**Q:** I press on zincblende ZnS and its gap widens. Your calculation agrees at first, then reverses and lets the gap shrink. What happens in between?

Zincblende ZnS (2 atoms in the cell) was relaxed at each pressure with its symmetry kept, using Ansatz 0.2.0 with plane-wave PAW, scalar-relativistic r2SCAN, no spin polarisation, a 500 eV cutoff, an 8×8×8 k mesh and Gaussian smearing of 0.02 eV. Volume changes are relative to the cell relaxed at zero pressure, and band gaps are read on the k mesh.

| applied pressure (GPa) | volume change (%) | band gap (eV) | gap kind |
| --- | --- | --- | --- |
| -3 | 4.29 | 2.513 | direct |
| 3 | -3.43 | 2.867 | direct |
| 8 | -8.08 | 3.101 | direct |
| 15 | -13.08 | 3.349 | indirect |
| 30 | -20.58 | 3.079 | indirect |
| 60 | -29.75 | 2.667 | indirect |

**A:** The volume shrinks smoothly through all six rows, but the band gap peaks at 15 GPa among the pressures computed. The column "gap kind" changes at the same row. Up to 8 GPa the gap is direct, which means that the highest filled and the lowest empty state have the same wave vector. From 15 GPa on it is indirect, and the two states have different wave vectors.

**Q:** ZnS turns into rocksalt at roughly that pressure. Isn't that your reversal?

**A:** It would be a natural reading of a measured curve, because the transition does lie at roughly 15 GPa. But the calculation kept the symmetry of the crystal, and every row is still zincblende with four neighbours around each atom. The gap shrinks without any change of structure, so the cause must lie in the bands of zincblende itself. The price is that the rows at 30 and 60 GPa probably describe a crystal that would have transformed in your press.

**Q:** Then perhaps it is on its way to becoming a metal. Squeeze atoms together, the bands broaden, and the gap closes.

**A:** In its simplest form that picture makes a prediction we can test. If one and the same gap first opened and then closed, the direct gap would have to turn over as well. It doesn't: the same calculations give a smallest direct gap of 3.37 eV at 15 GPa and 4.44 eV at 60 GPa. Over that range the direct gap gains about 1.1 eV while the band gap loses about 0.7 eV.

So there are two gaps, and they move in opposite directions. The shrinking one could in principle end in an overlap of the bands at far greater compression, but the crystal is not close to being a metal in these rows, since the band gap at 60 GPa is still wider than at −3 GPa.

**Q:** Which states form the two gaps?

**A:** The highest filled state stays at the wave vector called Γ in every row. There the wave has the same phase in all cells of the crystal. The lowest empty state is also at Γ up to 8 GPa, but from 15 GPa on it is at X, where the phase flips sign from one plane of zinc atoms to the next along a cube axis. The conduction band has two valleys, and pressure changes which one is lower.

The valence band can't be responsible for the switch. Both gaps start from the same filled state, so their difference measures only the height of the Γ valley above the X valley. That height is a mere 0.02 eV at 15 GPa and about 1.8 eV at 60 GPa. Strictly, these are lower bounds, because for the indirect rows we know the size of the smallest direct gap but not its wave vector; the gap at Γ can only be equal or larger.

**Q:** Why should pressure lift one valley so much more than the other?

**A:** Consider a simpler system, a chain of alternating atoms A and B with one s orbital each. When all cells have the same phase, an atom couples to its left and right neighbours with the same sign. The two couplings add and push the upper, antibonding level up, the more so the closer the atoms are. At the edge of the zone the two neighbours contribute with opposite signs, the couplings cancel, and the level doesn't notice the shorter distance.

The same cancellation occurs in ZnS. At Γ a zinc s orbital couples in phase to the s orbitals of all four sulfur neighbours, and the lowest empty state is the antibonding combination. At X two neighbours count as plus and two as minus, so this s–s coupling vanishes. Zinc s and sulfur s then belong to different states, and the lowest empty one is expected to be built mainly from sulfur s and zinc p. This is an argument from symmetry, which the table doesn't test directly, but it makes plausible a Γ valley that climbs away from the X valley.

The chain has its limits. Its upper level at Γ is the top of the band rather than a valley and its smallest gap is always at the zone edge, so it has no crossing, and it lacks the p and d orbitals that take part at X in ZnS. It therefore suggests why X escapes the s–s push, but it says nothing about the s–p coupling that acts there instead, nor why the gap to X actually shrinks. That gap also depends on how the highest filled state moves, and the table doesn't separate the two. That shrinkage is familiar in zincblende semiconductors, and here I take it from the numbers.

**Q:** Can I turn this into a formula?

**A:** Yes, with one straight line for each valley. For a small compression a gap changes in proportion to the relative change of volume, $dE = D\,dV/V$. If $D$ stays constant, adding up the small steps gives

$$E(V) = E_0 + D\,\ln(V/V_0),$$

where $V_0$ and $E_0$ are the volume and the gap at zero pressure. The constant $D$ is called a deformation potential. The band gap is whichever of the two lines is lower.

A least-squares fit to the three direct rows gives $E_0 = 2.71$ eV and $D = -4.65$ eV for the gap at Γ. The three indirect rows give 3.81 eV and $+3.21$ eV for the gap to X. The opposite signs explain the reversal: compression makes $\ln(V/V_0)$ negative, so the first gap grows and the second shrinks.

**Q:** Show me where they cross.

**A:** According to the two lines, at zero pressure the X valley lies $3.81 - 2.71 = 1.10$ eV above the Γ valley. The two approach each other at $4.65 + 3.21 = 7.86$ eV per unit of $\ln(V/V_0)$. They meet when $\ln(V/V_0) = -1.10/7.86 = -0.14$, so $V/V_0 = e^{-0.14} = 0.87$. That is a compression of 13 %, which the table reaches at 15 GPa.

This isn't an independent prediction, because the row at 15 GPa helped to fix the X line. In that row X is already lower by a hair, so the crossing must come slightly earlier. The slopes between neighbouring rows place it near 14.6 GPa. The gaps are read on a mesh of wave vectors, so a conduction minimum slightly away from X would be missed, and it would bring the crossing a little earlier still.

The same recipe carries over to a related crystal: take the starting height of X above Γ and divide it by the rate at which the two approach. A small starting height means an early reversal. If X is the lower valley from the outset, and the slopes have the same signs as here, the gap shrinks from the first gigapascal.

**Q:** How far would you trust the lines?

**A:** The Γ line has had a test, because it was fitted only up to 8 GPa, provided the smallest direct gap of the later rows is still the one at Γ, as is expected. At 60 GPa it gives 4.35 eV for the direct gap, about 0.09 eV below the computed value. The miss grows steadily with pressure, since each further percent of compression lifts the direct gap a little more than the last. The X line has no such test: it rests on three rows, and its value at zero pressure is an extrapolation. Its slope steepens from about 30 to 34 meV per percent of compression across those rows, so the true starting height of X is probably somewhat lower than the line says.

**Q:** In my laboratory I read pressure, not volume. May I use a slope per gigapascal?

**A:** Only over a short range. Between −3 and 3 GPa the direct gap rises by 59 meV per GPa, but between 30 and 60 GPa by only 21 meV per GPa. Its response to a given relative compression hardly changes, as the Γ line shows. What changes is the crystal, which stiffens, so that each further gigapascal removes less volume.

The larger danger is to carry a slope past the crossing. Even the good Γ line, read as the band gap, would be about 1.7 eV too high at 60 GPa. It still describes the direct gap there, but the band gap now belongs to the other valley. Before you extend a measured slope, find out which valley it belongs to and how far above it the next one lies.

**Q:** So if I stop just short of the rocksalt transition, will I see the gap turn indirect?

**A:** That is the question the table leaves open. The functional gives a gap of 2.7 eV at zero pressure, whereas experiment finds roughly 3.7 eV. An error common to both valleys would leave the crossing where it is, but nothing here shows that the errors are equal.

The crossing is sensitive to any difference. Between 8 and 15 GPa the direct gap rises by about 39 meV per GPa, and between 15 and 30 GPa the indirect gap falls by about 18, so the valleys pass each other at roughly 57 meV per GPa. An error of 0.1 eV in their separation therefore moves the crossing by $100/57 \approx 2$ GPa. That is enough to put it on either side of the transition, and deciding the order would take a more accurate separation of the valleys together with the enthalpy of rocksalt.
